**Student:** A tilt adds the same energy to both bands of a Weyl node. It leaves the spinors alone, so why should it change the density of states?

**Lecturer:** The density of states counts momenta at fixed energy, and the tilt changes the energies. Take noninteracting electrons in a clean three-dimensional crystal, and one node at $E=0$ with $\mathbf q$ measured from it:

$$H=\hbar v\,(t\,q_z\,\mathbb 1+\chi\,\mathbf q\cdot\boldsymbol\sigma),\qquad \chi=\pm1 .$$

Because $(\mathbf q\cdot\boldsymbol\sigma)^2=q^2$, the bands are

$$E_\pm=\hbar v\,(t\,q_z\pm q)=\hbar v\,q\,(t\cos\theta\pm1),$$

whatever the chirality $\chi$. Each band is singly degenerate, so there is no extra spin factor. Per unit volume,

$$g(E)=\sum_\pm\int\frac{d^3q}{(2\pi)^3}\,\delta\big(E-E_\pm(\mathbf q)\big).$$

I write $\varepsilon=E/\hbar v$ and take $t\ge0$, since $q_z\to-q_z$ reverses the sign of $t$.

**Student:** Real cones are not round, and the tilt need not point along $z$.

**Lecturer:** Start from $H=\hbar\sum_i(u_iq_i\mathbb 1+v_iq_i\sigma_i)$ and set $p_i=v_iq_i/v$. Then $d^3q=v^3d^3p/|v_xv_yv_z|$, the cone is round in $\mathbf p$, and the tilt is the vector $t_i=u_i/v_i$. Rotate $\mathbf p$ so that this vector lies along the third axis. For the uncut cone, every result carries over with $v^3\to|v_xv_yv_z|$ and $t^2\to\sum_i u_i^2/v_i^2$.

**Student:** Fine. Then $t<1$ first.

**Lecturer:** For $t<1$, $t\cos\theta+1>0$ and $t\cos\theta-1<0$ in every direction. Only the upper band reaches $E>0$. Put $w=\cos\theta$. The azimuth gives $2\pi$, and the delta function fixes $q=\varepsilon/(1+tw)$ with Jacobian $1/[\hbar v(1+tw)]$:

$$g=\frac{1}{4\pi^2}\int_{-1}^{1}dw\,\frac{\varepsilon^2}{\hbar v\,(1+tw)^3}.$$

The integral is elementary:

$$\int_{-1}^{1}\frac{dw}{(1+tw)^3}=\frac{1}{2t}\left[\frac1{(1-t)^2}-\frac1{(1+t)^2}\right]=\frac{1}{2t}\,\frac{4t}{(1-t^2)^2}=\frac{2}{(1-t^2)^2}.$$

For $E<0$ use $E_-(-\mathbf q)=-E_+(\mathbf q)$, which makes $g$ even in $E$. So for each node

$$g(E)=\frac{E^2}{2\pi^2\hbar^3v^3\,(1-t^2)^2},\qquad |t|<1 .$$

**Student:** I still distrust it. The cone gets slower on one side and faster on the other. I expected those to cancel.

**Lecturer:** They cancel at first order in $t$ and not beyond, because $(1+tw)^{-3}$ is convex and the slow side gains more than the fast side loses. Check it geometrically. Squaring $q=\varepsilon-tq_z$ gives $q_\perp^2+(1-t^2)q_z^2+2t\varepsilon q_z=\varepsilon^2$, and completing the square,

$$q_\perp^2+(1-t^2)\left(q_z+\frac{t\varepsilon}{1-t^2}\right)^2=\frac{\varepsilon^2}{1-t^2}.$$

This is an ellipsoid with two semi-axes $\varepsilon/\sqrt{1-t^2}$ and one $\varepsilon/(1-t^2)$. Its volume over $(2\pi)^3$ is the electron density at $T=0$,

$$n=\frac{\varepsilon^3}{6\pi^2(1-t^2)^2},$$

and $dn/dE$ is the $g$ we found. The enhancement $(1-t^2)^{-2}$ is 1.78 at $t=0.5$ and 7.72 at $t=0.8$.

**Student:** For the heat capacity you will set $\mu=0$. In a metal $\mu$ drifts with temperature. Why not here?

**Lecturer:** Write $g=AE^2$ and $f(E)=1/(e^{E/k_BT}+1)$. Since $1-f(-x)=f(x)$, electrons minus holes number $\int_0^\infty g(E)\,[f(E-\mu)-f(E+\mu)]\,dE$, using that $g$ is even. The bracket has the sign of $\mu$, so a neutral node has $\mu=0$ at every $T$. Measured from the filled lower band, the energy density is

$$U=\int_0^\infty gEf\,dE+\int_{-\infty}^0 gE\,(f-1)\,dE=2A\,(k_BT)^4\int_0^\infty\frac{x^3dx}{e^x+1}.$$

The two terms are equal by the same identity. Expand $1/(e^x+1)=\sum_{n\ge1}(-1)^{n+1}e^{-nx}$; each term integrates to $6/n^4$. The alternating sum is $\zeta(4)$ minus twice the even terms, $(1-2/16)\zeta(4)=\tfrac78\cdot\tfrac{\pi^4}{90}$, so the integral is $7\pi^4/120$. Then $U=7\pi^4A(k_BT)^4/60$, and at constant volume $C=dU/dT=7\pi^4Ak_B^4T^3/15$. Inserting $A$, per node and per unit volume,

$$C=\frac{7\pi^2k_B^4T^3}{30\,\hbar^3v^3\,(1-t^2)^2}.$$

**Student:** Both results blow up at $t=1$. That cannot be physical.

**Lecturer:** It is not. The ellipsoid reaches out to $q=\varepsilon/(1-t)$, and the linear Hamiltonian holds only up to some wave number $\Lambda$. Impose $q\le\Lambda$ and do the angular integral first. The delta function in $w$ gives $1/(\hbar v\,q\,t)$ if its root lies in $[-1,1]$, so

$$g_\pm=\frac{1}{4\pi^2\hbar v\,t}\int q\,dq$$

over the allowed $q$. Take $\varepsilon>0$. In the upper band $\varepsilon/q=1+tw$ must lie between $1-t$ and $1+t$. That requires $q\ge\varepsilon/(1+t)$, and for $t<1$ also $q\le\varepsilon/(1-t)$. With those two limits the $E^2$ law returns. It therefore holds for $|\varepsilon|<(1-t)\Lambda$, a window that closes as $t\to1$. At the edge of the window the upper limit becomes $\Lambda$, and $g$ never exceeds $\Lambda^2/(8\pi^2\hbar vt)$.

**Student:** And for $t>1$ the upper limit is always $\Lambda$.

**Lecturer:** Yes, the quadric has become a hyperboloid, open in the linear model. The lower band now contributes too: $\varepsilon/q=tw-1\le t-1$ requires $q\ge\varepsilon/(t-1)$. For $0\le\varepsilon<(t-1)\Lambda$,

$$g_+=\frac{\Lambda^2-\varepsilon^2/(t+1)^2}{8\pi^2\hbar vt},\qquad g_-=\frac{\Lambda^2-\varepsilon^2/(t-1)^2}{8\pi^2\hbar vt},$$

$$g=\frac{1}{4\pi^2\hbar v\,t}\left[\Lambda^2-\frac{t^2+1}{(t^2-1)^2}\,\varepsilon^2\right],$$

again even in $\varepsilon$. At the node energy $g(0)=\Lambda^2/(4\pi^2\hbar vt)$, which is finite. This is the type-II node.

**Student:** I picture the electron and hole pockets pressed together along a cone.

**Lecturer:** Look at which band vanishes where. $E_+=0$ on $\cos\theta=-1/t$, and the upper band is below zero for $\cos\theta<-1/t$: that is the electron pocket, around the negative $q_z$ axis. $E_-=0$ on $\cos\theta=+1/t$, and the lower band is above zero for $\cos\theta>1/t$: that is the hole pocket, around the positive axis. The two Fermi surfaces are the two halves of the double cone $q_\perp^2=(t^2-1)q_z^2$. They share only the apex, the node itself.

**Student:** A spherical cutoff is arbitrary. What survives another choice?

**Lecturer:** Try $|q_z|\le\Lambda$. At fixed $q_z$, $q_\perp dq_\perp=q\,dq$, so each band gives $g_\pm=(4\pi^2\hbar v)^{-1}\int q\,dq_z$, where $q$ is its on-shell value and must satisfy $q\ge|q_z|$. In the upper band $q=\varepsilon-tq_z$ for $-\Lambda\le q_z\le\varepsilon/(t+1)$. In the lower band $q=tq_z-\varepsilon$ for $\varepsilon/(t-1)\le q_z\le\Lambda$. The integrals are

$$\varepsilon\Big(\frac{\varepsilon}{t+1}+\Lambda\Big)+\frac t2\Big(\Lambda^2-\frac{\varepsilon^2}{(t+1)^2}\Big),\qquad \frac t2\Big(\Lambda^2-\frac{\varepsilon^2}{(t-1)^2}\Big)-\varepsilon\Big(\Lambda-\frac{\varepsilon}{t-1}\Big).$$

The terms $\varepsilon\Lambda$ cancel in the sum, leaving

$$g=\frac{t}{4\pi^2\hbar v}\left[\Lambda^2+\frac{t^2-3}{(t^2-1)^2}\,\varepsilon^2\right].$$

Now $g(0)$ grows with $t$, where before it fell, and even the $\varepsilon^2$ coefficient differs. What survives is that $g(0)$ is finite and scales as the square of the pocket length over $\hbar v$. The heat capacity at low $T$ is then the Sommerfeld one, $C=(\pi^2/3)g(0)k_B^2T$.

**Student:** Both cutoffs make $g(0)$ jump from zero to $\Lambda^2/(4\pi^2\hbar v)$ at $t=1$. Is the transition discontinuous?

**Lecturer:** The jump comes from holding $\Lambda$ fixed. In a crystal, curvature closes the pockets. Replace $tq_z$ by $tq_z-\beta q_z^3$ with $\beta>0$, and stay within $q_z^2<(t+1)/\beta$, beyond which the cubic produces distant pockets unrelated to the node. At $E=0$, in the upper band with $q_z=-s$, the on-shell value is $q=ts-\beta s^3$. The condition $q\ge s$ gives $s^2\le s_0^2=(t-1)/\beta$. Then

$$\int_0^{s_0}(ts-\beta s^3)\,ds=\frac{t-1}{\beta}\left[\frac t2-\frac{t-1}{4}\right]=\frac{t^2-1}{4\beta}.$$

The hole pocket gives the same, so

$$g(0)=\frac{t^2-1}{8\pi^2\hbar v\,\beta}.$$

It rises from zero linearly in $t-1$, as if $\Lambda^2$ were $(t-1)/\beta$. The type-I to type-II transition is a Lifshitz transition in which two pockets grow out of the node, and its amplitude depends on band terms beyond linear order.

**Student:** Let me try Na$_3$Bi. It has two Dirac points, so two cones, times two for spin?

**Lecturer:** The count is four, and it is better stated this way. The points sit at $(0,0,\pm k_D)$. Each is a fourfold crossing whose linear Hamiltonian splits into two $2\times2$ Weyl blocks of opposite chirality. Inversion combined with time reversal makes every band doubly degenerate, so the two blocks have the same spectrum. Spin is already inside that count. With $t=0$,

$$g=\frac{4E^2}{2\pi^2(\hbar v_\perp)^2\hbar v_z}.$$

Typical values, approximate, are $\hbar v_\perp=2.5$ eV Å, $\hbar v_z=0.6$ eV Å and $k_D=0.1$ Å$^{-1}$. Then $(\hbar v_\perp)^2\hbar v_z=3.75$ eV$^3$ Å$^3$ and $g=0.0540\,E^2$ eV$^{-3}$ Å$^{-3}$. At $E=10$ meV the model gives $g=5.4\times10^{18}$ eV$^{-1}$ cm$^{-3}$, and filling to that energy takes $n=gE/3=1.8\times10^{16}$ cm$^{-3}$. At $T=10$ K, $k_BT=0.862$ meV, and the neutral model has

$$C=\frac{14\pi^2}{15}\,\frac{k_B(k_BT)^3}{(\hbar v_\perp)^2\hbar v_z}=1.6\times10^{15}\,k_B\ \text{cm}^{-3}=2.2\times10^{-8}\ \text{J K}^{-1}\text{cm}^{-3}.$$

**Student:** How far may I trust the cones? The two points are close.

**Lecturer:** Join them in the simplest way: $E^2=(\hbar v_\perp k_\perp)^2+M^2$ with $M=E_L(1-k_z^2/k_D^2)$. The slope at a node is $2E_L/k_D=\hbar v_z$, so $E_L=\hbar v_zk_D/2=30$ meV, the energy at which the Fermi surfaces of the two points merge at $k=0$. At fixed $k_z$, $k_\perp dk_\perp=E\,dE/(\hbar v_\perp)^2$, so $g$ is proportional to $E$ times the length of $k_z$ with $|M|<E$. With $x=E/E_L<1$ that length is $k_D(\sqrt{1+x}-\sqrt{1-x})$ per point, against $k_Dx$ for the cone. The ratio is $1+x^2/8+\dots$, which is 1.015 at 10 meV. In $U$ the extra term carries $\int_0^\infty x^5dx/(e^x+1)=31\pi^6/252$ and a power $T^6$. The relative change of $C$ is then $\tfrac18\cdot\tfrac{6\cdot31\pi^6/252}{4\cdot7\pi^4/120}(k_BT/E_L)^2=\tfrac{155\pi^2}{392}(k_BT/E_L)^2$, or 0.3 per cent at 10 K.

**Student:** So curvature is harmless. Can I see the $T^3$ term in a calorimeter?

**Lecturer:** No, for two reasons. First, doping. For $|\mu|\gg k_BT$ the leading term is $(\pi^2/3)A\mu^2k_B^2T$, where $A$ now counts all four cones. Its ratio to the neutral result is $5\mu^2/[7\pi^2(k_BT)^2]$, which passes one at $|\mu|=3.7\,k_BT$ and is 9.7 for $\mu=10$ meV at 10 K. Second, phonons. Three acoustic branches of sound speed $c_s$ have $g_{\rm ph}=3E^2/(2\pi^2\hbar^3c_s^3)$, and the Bose integral $\pi^4/15$ gives the Debye law $C_{\rm ph}=2\pi^2k_B^4T^3/(5\hbar^3c_s^3)$. The ratio to four untilted cones is $\tfrac37v_\perp^2v_z/c_s^3$ at every temperature where both laws hold. With an assumed $c_s=2\times10^3$ m/s, $\hbar c_s=0.0132$ eV Å and the ratio is $7\times10^5$. The two terms have the same power of $T$, so cooling does not separate them.

**Student:** And is "untilted" true of the crystal?

**Lecturer:** It is an idealisation. At $k_D\neq0$ on the rotation axis, symmetry allows a term $tq_z\mathbb 1$. Inversion gives the two points opposite $t$, but $g$ depends on $t^2$, so nothing cancels. Note also that a slope read off one branch along $z$ is $v_z(1\pm t)$, not $v_z$. Typical $k\cdot p$ fits to calculated bands have roughly $t=0.8$ and $\hbar v_z=1.9$ eV Å. With the same $v_\perp$, the coefficient $A$ changes by $0.6/[1.9\,(1-0.8^2)^2]=2.4$. On that typical knowledge the untilted model lies low by a factor of two to three in $A$ and in $C$, which outweighs the curvature by far. If the tilt term is also quadratic in $k_z$, then on the axis $E_\pm=-tM\pm|M|$, and the nearer merging energy is $(1-|t|)E_L$. With $E_L=95$ meV for that set, it is 19 meV.

**Student:** Then state the range of validity in one go.

**Lecturer:** The $E^2$ law needs $|t|<1$ and $|E|$ well below $(1-|t|)\hbar v\Lambda$, where $\Lambda$ is set by curvature or by the neighbouring node. The $T^3$ law needs $k_BT$ well below that scale, $|\mu|\ll k_BT$, all nodes at the same energy and no other bands near it, and it is the electronic part only. Disorder broadening and potential fluctuations must be small against the energy probed. Coulomb interaction is not small on its face: with $e^2/4\pi\epsilon_0=14.4$ eV Å and the geometric mean $\hbar\bar v=1.55$ eV Å, the coupling $e^2/(4\pi\epsilon_0\epsilon_r\hbar\bar v)$ is $9.3/\epsilon_r$, with $\epsilon_r$ the background dielectric constant. It makes the velocities drift logarithmically with energy, so they must be read as effective values at the energy in question. For $|t|>1$ the linear model fixes only the double cone $\cos\theta=\pm1/t$ near the node and the finiteness of $g(0)$; its value needs the full pockets. Within these limits the untilted four-cone model gives $g=5.4\times10^{18}$ eV$^{-1}$ cm$^{-3}$ at 10 meV and $C=2.2\times10^{-8}$ J K$^{-1}$ cm$^{-3}$ at 10 K, numbers that belong to the model and its inputs.